The energy in this table belongs to a fluorine layer held at a chosen place over a molybdenum (110) surface, counted from the lowest point of the map. It was computed with a gradient-corrected density functional and with spin allowed, for one F atom per surface Mo atom. The place shift is the distance along a line from one Mo atom to the next: at 0 the fluorine sits atop a Mo atom, at 1.369 Å it sits on the bridge between two. The place height is measured from the top plane of Mo. No atom relaxes, and all fluorine atoms move together.

Ansatz 0.2.0, scalar-relativistic PBE without dispersion correction, PAW and plane waves up to 420 eV, for one F atom per 1×1 cell on a rigid three-layer Mo(110) slab. The runs use collinear spin, a 10×10×1 k mesh, Gaussian smearing of 0.1 eV and a dipole correction along z. Energies are free energies at this smearing; energies and moments are per cell.

| place shift (Å) | place height (Å) | energy over the lowest point of the map (eV) | moment (muB) |
| --- | --- | --- | --- |
| 0.000 | 1.540 | 3.028 | 0.000 |
| 0.000 | 1.900 | 0.377 | 0.000 |
| 0.000 | 2.270 | 1.596 | 0.000 |
| 0.000 | 2.670 | 2.902 | 0.470 |
| 0.000 | 3.170 | 3.706 | 0.720 |
| 0.000 | 3.870 | 4.159 | 0.860 |
| 0.456 | 1.540 | 2.141 | 0.000 |
| 0.456 | 1.900 | 0.476 | 0.000 |
| 0.456 | 2.270 | 1.717 | 0.000 |
| 0.456 | 2.670 | 2.948 | 0.480 |
| 0.456 | 3.170 | 3.721 | 0.730 |
| 0.456 | 3.870 | 4.161 | 0.860 |
| 0.912 | 1.540 | 0.625 | 0.000 |
| 0.912 | 1.900 | 0.591 | 0.000 |
| 0.912 | 2.270 | 1.907 | 0.000 |
| 0.912 | 2.670 | 3.039 | 0.490 |
| 0.912 | 3.170 | 3.751 | 0.740 |
| 0.912 | 3.870 | 4.165 | 0.860 |
| 1.369 | 1.170 | 2.075 | 0.000 |
| 1.369 | 1.540 | 0.000 | 0.000 |
| 1.369 | 1.900 | 0.601 | 0.000 |
| 1.369 | 2.270 | 1.973 | 0.000 |
| 1.369 | 2.670 | 3.083 | 0.490 |
| 1.369 | 3.170 | 3.766 | 0.740 |
| 1.369 | 3.870 | 4.168 | 0.860 |
| 1.825 | 1.540 | 0.625 | 0.000 |
| 1.825 | 1.900 | 0.591 | 0.000 |
| 1.825 | 2.270 | 1.907 | 0.000 |
| 1.825 | 2.670 | 3.039 | 0.490 |
| 1.825 | 3.170 | 3.751 | 0.740 |
| 1.825 | 3.870 | 4.165 | 0.860 |
| 2.281 | 1.540 | 2.141 | 0.000 |
| 2.281 | 1.900 | 0.476 | 0.000 |
| 2.281 | 2.270 | 1.717 | 0.000 |
| 2.281 | 2.670 | 2.948 | 0.480 |
| 2.281 | 3.170 | 3.721 | 0.730 |
| 2.281 | 3.870 | 4.161 | 0.860 |

**What happens**

Neither site is better at every height. At 1.54 Å the bridge is the lowest point of the map, while the atop place lies 3.028 eV above it. At 1.90 Å the order is reversed and atop is lower by 0.22 eV.

The Mo–F distance explains the reversal. Atop, the distance equals the height, so 1.54 Å means a badly squeezed bond and 1.90 Å a comfortable one. On the bridge the fluorine stands to the side of both neighbours, and the same heights give distances of 2.06 and 2.34 Å. The first is close to the best length for two bonds, the second is already stretched.

**Why bond length is the right variable**

A free fluorine atom has one hole in its 2p shell. Near the metal this hole is expected to fill, and the moment in the table fits this: it is 0.86 μB at the largest height and zero at 2.27 Å and below. Magnetic maps of this kind may jump from one spin state to another between neighbouring points, so the height at which the moment vanishes is less certain than the trend. Because there is only one hole to fill, theory leads one to expect that a second Mo neighbour shares the bonding and does not double it. Each of two shared bonds is then weaker and longer than a single one.

The size of the lengthening follows from a common rule of crystal chemistry, in which the strength of a bond falls as $e^{-d/b}$ with its length $d$, and $b$ is about 0.37 Å. Two equal bonds have the strength of one if each is longer by $b\ln 2$, which is 0.26 Å. The computed minima, interpolated between the heights, differ by 0.24 Å between bridge and atop. The depth of the well fits the picture of sharing too, since it changes by only about a tenth between these sites.

**The rule**

Let $d_1$ and $d_2$ be the distances in Å from fluorine to the nearer and the farther of the two Mo atoms on the line, which are 2.737 Å apart. The share of the second bond is

$$w=e^{-(d_2-d_1)/0.37},$$

which is close to 0 atop and 1 on the bridge. Both bonds together act like a single one of length

$$\ell=d_1-0.37\,\ln(1+w).$$

This length goes into a Morse curve, the usual shape for a bond that is stiff when pressed and soft when pulled:

$$E=4.3-(4.0+0.4\,w)\,(2y-y^2),\qquad y=e^{-2.0\,(\ell-1.84)},$$

with $E$ in eV. Here 1.84 Å is the best length of a single bond, and the bracket with $w$ is the depth of the well. Apart from the 0.37 Å, the constants were set by hand to this table and rounded, so both examples below belong to the data that shaped the rule.

**A stretched bond: bridge, height 2.27 Å**

1. Both distances are $\sqrt{1.369^2+2.27^2}=2.65$ Å, so $w=1$.
2. The effective length is $2.65-0.26=2.39$ Å.
3. This is 0.55 Å too long, which gives $y=e^{-1.1}\approx0.33$ and $2y-y^2\approx0.55$.
4. The energy is $4.3-4.4\times0.55\approx1.9$ eV.

The computed value is 1.973 eV, about 0.1 eV higher. Pulling the layer up by some 0.7 Å from its lowest point has thus cost almost half of the energy range of the map.

**A squeezed bond: shift 0.912 Å, height 1.54 Å**

The distances are now 1.79 and 2.39 Å, and the second bond has a share of only 0.20. The effective length becomes 1.72 Å, which is 0.12 Å too short, so $y$ is 1.26 and $2y-y^2$ is 0.93. With a depth of 4.08 eV the rule gives 0.5 eV, against a computed 0.625 eV.

This row also shows what the rule is good for. Taken by their lowest tabulated values, the shifts seem to show a hill at 0.912 Å, where the best entry is 0.591 eV. Yet the two nearest heights, 1.54 and 1.90 Å, lie on either side of the well. At 1.7 Å the rule puts the energy near 0.2 eV, below its atop minimum of 0.3 eV, so the hill at this shift comes mostly from the coarse steps in height. A small rise remains closer to atop: interpolated with the computed slopes, the lowest energy at 0.456 Å lies above the atop minimum by less than 0.1 eV. The rule is too rough to show it.

**How far to trust it**

Over the 24 places that differ by symmetry, with the squeezed bridge row at 1.17 Å left out, the typical miss is 0.06 eV and the largest 0.16 eV, on a map that spans 4.2 eV. Only one slab, three layers thick, was computed, so these runs don't show how far the energies would move on a thicker one. Tests by the makers of the data on other systems suggest an error of some 0.05 to 0.1 eV for such thin slabs. If that holds here too, finer constants would gain little. The printed analysis after this text compares the rule with two fits to all rows. Letting the two bonds simply add gives a typical error of 0.44 eV, more than three times that of the rule on the same rows, whereas one common depth for all sites does nearly as well as the rule.

The rule fails when fluorine is pressed hard into the bridge. At 1.17 Å it is too high by 0.7 eV, where the computed energy is 2.075 eV. The lengthening by 0.26 Å was derived for bonding, and nothing guarantees that the repulsion at short distance follows it. On the bridge, keep to heights of about 1.5 Å and more.

At the other end, 4.3 eV is a constant of the curve and no desorption energy. Lifting the whole layer leads to a free-standing sheet of fluorine, not to separate atoms or molecules. The computed energy is still rising at 3.87 Å, and the functional is known to spread charge too freely between separated partners. The rule also counts only two Mo neighbours, so it should not be carried over to the hollow sites beside the line. The map does not sample those sites, and fluorine may lie lower there than at the zero used here.

**What to do with it**

For a place between atop and bridge, first work out the two distances and ask whether the effective length is near 1.84 Å. If it is, the layer sits near the bottom of its well; if not, the Morse curve gives the cost. Where molybdenum serves as a contact or gate metal and is etched with fluorine, this gives a first idea of what it costs to shift a full fluorine layer along this line or to lift it a little. Because the metal is held rigid, the cost of a shift tends to come out too high. It gives no etch rate, because etching also removes Mo atoms, which are fixed here.

Printed output of the fit:

```
Worked rows (shift 0.912 height 1.54, then bridge height 2.27), nearer Mo-F distance in A: 1.79, 2.651
Worked rows, farther Mo-F distance in A: 2.388, 2.65
Worked rows, share of the second bond: 0.1986, 1.001
Worked rows, effective length in A: 1.723, 2.394
Worked rows, Morse exponential: 1.264, 0.3301
Worked rows, energy by the rule in eV: 0.5054, 1.874
Worked rows, computed energy in eV: 0.625, 1.973
Atop less bridge at 1.54 A, computed, eV: 3.028
Atop less bridge at 1.90 A, computed, eV: -0.224
Mo-F length at the minimum, bridge less atop, A: 0.2403
Lengthening expected for two equal bonds, A: 0.2565
Rms miss of the rule, 24 distinct rows without the squeezed one, eV: 0.06462
Largest miss among these 24 rows, eV: 0.1638
Rms miss of the rule, distinct rows with a moment, eV: 0.04001
Miss at the squeezed bridge row at 1.17 A, rule less computed, eV: 0.6943
Rms miss of the rule, all 37 rows, eV: 0.1315
fit of result_energy on 37 rows: constant 4.354 +/- 0.045, coefficient of exp(-s*eff) -280 +/- 5.8, coefficient of exp(-2*s*eff) 4832 +/- 118, s 1.925; rms 0.149, worst 1.369 0.607, leave-one-out rms 0.196
fit of result_energy on 37 rows: constant 4.713 +/- 0.16, coefficient of exp(-s*near) + exp(-s*far) -79.47 +/- 5.5, coefficient of exp(-2*s*near) + exp(-2*s*far) 658.5 +/- 60, s 1.404; rms 0.439, worst 1.369 -1.66, leave-one-out rms 0.575
```
